**Q.** You sheared a PBEsol crystal of RuRh along its close-packed layers. What is held fixed, and is the rise of c over a a response of the crystal?

RuRh (P-6m2, 2 atoms per cell, a = 2.689 Å, c = 4.282 Å), with c sheared along a at fixed height and only the atoms relaxed; stress is positive in compression. Ansatz 0.2.0, plane waves, PBEsol on PBE PAW datasets, scalar-relativistic, no spin polarisation, cutoff 420 eV, k mesh 18×18×10, Gaussian smearing of 0.1 eV, energies extrapolated to zero smearing.

```
strain (%)  energy change (meV/atom)  c over a  stress xx (GPa)  stress yy (GPa)  stress zz (GPa)  stress xz (GPa)
         0                       0.0   1.59260             0.01             0.01             0.03             0.00
       1.5                       1.1   1.59270             0.03            -0.01             0.15            -1.78
         3                       4.5   1.59330             0.02            -0.01             0.50            -3.51
       4.5                      10.0   1.59420             0.04            -0.03             1.06            -5.19
         6                      17.5   1.59540             0.07            -0.06             1.83            -6.82
         9                      38.5   1.59900             0.13            -0.11             3.92            -9.83
```

**A.** Ru and Rh layers alternate at a spacing h = c/2, and the strain γ slides each layer along a (the x axis) by x = γh relative to the one below, with z normal to the layers. In the strained rows the cell is held and only the atoms relax, so layer height and volume stay fixed. The tilted c vector lengthens as √(1 + γ²), which reproduces c over a to within 0.0001 in every row. That column is therefore geometry put in by hand. The response lies in the energy, in the shear stress τ (minus stress xz, since compression counts positive) and in the normal stresses xx, yy and zz.

**Q.** Why does the energy grow so nearly as the square of the strain?

**A.** The unstrained cell has a mirror plane in each atomic layer, and reflection in it turns +γ into −γ. The energy per volume must be even, E/V = Cγ²/2 + Bγ⁴/4 + …, where V is the volume per atom and C is the elastic constant C44. For this shear at fixed volume the work done is exactly τ dγ per volume, so τ = Cγ + Bγ³. The table follows this: on a log-log plot the energy rises with exponent 1.98 and τ with 0.96.

The same mirror decides what relaxation can do. The strained cells are C2, with a twofold axis along y, in the layer and perpendicular to the slide, and the one allowed internal motion is a shift of the Ru layer against the Rh layer along y. That shift is unchanged by the mirror while γ changes sign, so the force driving it starts at γ² and the energy gained at γ⁴. Relaxation can change B and leaves C44 alone.

**Q.** What is C44, and which digits can I quote?

**A.** About 118 GPa, with the last digit uncertain by one from the choice of fit; all rows share one cutoff and one k mesh, so convergence with these is not tested. Fitting τ = Cγ + Bγ³ to all five strained rows gives C = 117.6 GPa and B = −1036 GPa. The three smallest strains alone give 118.6 GPa, and a fit to the energies gives 118.8 GPa. The fits and their residuals are in the output printed after this text.

The smallest strain looks like the natural place to read a slope, yet a given error in the stress counts most there. The 1.5 % row lies 0.020 GPa above the fit, four times the rounding of the stress, and dividing by γ = 0.015 turns that into 1.3 GPa of modulus. Every strained run warned of a loose convergence threshold for the stress, and stress xx wanders by a similar amount at small strain, which points to stress noise. That row also kept by far the largest residual force, 0.0078 eV/Å, so incomplete relaxation may add to it. The residuals also run smoothly from row to row, as they would if the series needed a further term. None of these causes was tested. The value belongs to zero temperature, to a state with spin switched off (the zero moment is imposed) and to PBEsol run on datasets made for PBE.

**Q.** With that warning, do energy and stress still agree?

**A.** Closely. Take the 9 % row, whose stress entered the fit and whose energy did not; 1 GPa times the atomic volume is 83.69 meV/atom. The harmonic term is 83.69 × 117.6 × 0.09²/2 = 39.9 meV/atom, the quartic term is −83.69 × 1036 × 0.09⁴/4 = −1.4 meV/atom, and the unrounded sum is 38.4 against the table's 38.5. This checks the internal consistency of the calculation and says nothing on the functional.

From 3 % upward the tabulated energy lies 0.07 to 0.13 meV/atom above the integrated stress, slightly more than the rounding of 0.05. The stress belongs to the smeared free energy, whose offset from the zero-smearing energy drifts by 0.06 meV/atom along the series. The last printed digit of the energy is thus good to about one unit.

**Q.** A shear at constant volume produces 3.92 GPa of compression along c. Where does that come from?

**A.** From the way the resistance to sliding depends on the layer spacing. Write the shear energy per atom as E = K(h)x²/2, with K the stiffness against a lateral offset x. Stress zz is −(1/V) ∂E/∂ln h at fixed x, which equals −(d ln K/d ln h) × E/V, and at small strain E/V = τγ/2. The rise of stress zz above its unstrained value should then go as γ² and be a fixed multiple of τγ. The exponent is 1.94, and the multiple stays between 4.40 and 4.49, constant within its rounding.

Doubling that multiple gives d ln K/d ln h ≈ −9: widening the gap between layers by 1 % would weaken the resistance to sliding by about 9 %. The sheared crystal can shed shear energy by expanding along c, and because the height is held it pushes. An isotropic elastic solid would have stress zz − stress xx = τγ, whereas the table gives about four times that in every strained row.

**Q.** Can you see that in the bonds?

**A.** Each atom sits over the hollow of a triangle in the next layer and has three Ru–Rh bonds of 2.645 Å to it. A slide of 9 % shortens one by 3.5 %, lengthens one by 3.9 % and barely changes the third. With harmonic springs fitted to τ the net lengthening wins and the layers are pulled together, to −0.84 GPa at 9 %. Bonds that resist compression more steeply than extension can reverse this: the shortened bond then pushes harder than the stretched one pulls, and the layers are driven apart.

A Morse bond with two parameters, fitted to stress xz and stress zz of the five strained rows with the y shift relaxed, follows stress zz to 0.01 GPa and τ to 0.07 GPa. The size of the push was fitted, so the agreement shows that bond asymmetry can give a push of this size and leaves open whether it is the cause in RuRh. The picture fails in the plane: at 9 % it gives −0.79 GPa for xx and +1.05 GPa for yy, where the table changes by +0.12 and −0.12 GPa. The rule that survives is the thermodynamic one, that the faster the sliding stiffness falls with spacing, the larger the ratio of the push to τγ.

**Q.** Is the softening at large strain a sign of a phase change, and what would a different constraint do?

**A.** The secant modulus τ/γ falls in each step, from 118.7 to 109.2 GPa or by 8 %, while τ itself keeps rising, so its maximum along this path lies beyond 9 %. All rows stay metallic and the Fermi level of the same runs drifts smoothly, with no sign of a new electronic state, although magnetic moments, distortions below C2 symmetry and distortions that need a larger cell were not allowed. Softening as such is expected: sliding c by one lattice vector a restores the lattice, and symmetry makes τ zero there, so τ has to bend over somewhere on the way, though this alone does not fix where the softening begins.

Releasing the height would add softening. The gain is (stress zz)²V/(2C33), which goes as γ⁴ and leaves C44 untouched; with C33 assumed to be 400 to 600 GPa, since these runs do not give it, the gain is of order 1 meV/atom at 9 %, comparable to the whole quartic term. The practical reading for this crystal is that C44 describes small elastic shear whatever the constraint along c, since the push of roughly 500γ² GPa is only some 0.05 GPa at 1 %.

In the bond model most of the softening comes from the y shift: without it the secant modulus at 9 % would be 117.6 GPa, with it 108.4 GPa. That shift also controls xx and yy, where the model fails, so its share in RuRh remains a guess. How much of the 8 % would be left if the same cells were computed with the atoms frozen at their uniformly sheared positions?

Output of the analysis:

```
c/a vs c0/a*sqrt(1+strain^2): max deviation 0.00008 (rounding 0.00005 each)
log-log exponents: energy 1.98, shear stress 0.96, stress zz 1.94
1 GPa x volume = 83.69 meV/atom; smearing TS/2 spread 0.06 meV/atom
strain (%)                            1.50    3.00    4.50    6.00    9.00
secant modulus tau/strain (GPa)     118.67  117.00  115.33  113.67  109.22
  its rounding (GPa)                  0.33    0.17    0.11    0.08    0.06
2E/(V strain^2) (GPa)               116.83  119.49  118.01  116.17  113.59
  its rounding (GPa)                  5.31    1.33    0.59    0.33    0.15
secant modulus change 1.5 to 9 %: -8.0 %
tau = C g + B g^3, all rows: C 117.6, B -1036 GPa; energy-only fit: C 118.8, B -1300 GPa
without 1.5 % row (least relaxed): C 117.5, B -1021; miss on it 0.021 GPa
rows up to 4.5 % only: C 118.6, B -1646 GPa
tau residual (GPa, rounding 0.005)   0.020   0.011  -0.006  -0.011   0.003
E from stress fit (meV/atom)          1.11    4.41    9.87   17.43   38.43
table - that (rounding 0.05)         -0.01    0.09    0.13    0.07    0.07
table - harmonic term (meV/atom)     -0.01    0.07    0.04   -0.21   -1.35
Frenkel sine, period a/c = 0.628: G 122.7 GPa, worst residual 0.217 GPa
Frenkel sine, period 2a/c = 1.256: G 114.4 GPa, worst residual 0.124 GPa
Frenkel sine, period free = 0.852: G 117.6 GPa, worst residual 0.019 GPa
zz rise / strain^2 (GPa)               533     522     509     500     480
zz rise / (tau strain)                4.49    4.46    4.41    4.40    4.40
  its rounding                        0.37    0.09    0.04    0.02    0.01
zz rise / (E/V)                       9.13    8.74    8.62    8.61    8.46
(zz-xx)/(tau strain), isotropic 1     3.75    4.37    4.28    4.25    4.26
interlayer bonds at 9 %, unshifted: -3.50, 3.89, 0.27 % of 2.645 A
harmonic springs: zz (GPa)           -0.02   -0.09   -0.21   -0.37   -0.84
Morse bonds fitted to xz and zz: k 4.22 eV/A^2, alpha 2.01 1/A
Morse - table, tau (GPa)              0.01    0.04    0.06    0.05   -0.07
Morse - table, zz (GPa)              -0.00   -0.01   -0.01   -0.01   -0.00
Morse - table, E (meV/atom)           0.02   -0.03    0.00    0.11    0.09
Morse secant modulus (GPa)          119.13  118.17  116.60  114.42  108.42
table xx rise (GPa)                   0.02    0.01    0.03    0.06    0.12
Morse xx (GPa)                       -0.02   -0.09   -0.21   -0.36   -0.79
table yy rise (GPa)                  -0.02   -0.02   -0.04   -0.07   -0.12
Morse yy (GPa)                        0.03    0.12    0.27    0.48    1.05
Morse at 9 % without y shift: xx -0.08, yy 0.31 GPa, secant 117.6 GPa
Morse y force before shift at 1.5 %: 0.0047 eV/A; run residual 0.0078 eV/A
height release at 9 %, zz^2 V/(2 C33), rough recalled C33 400-600 GPa: 1-2 meV/atom
```
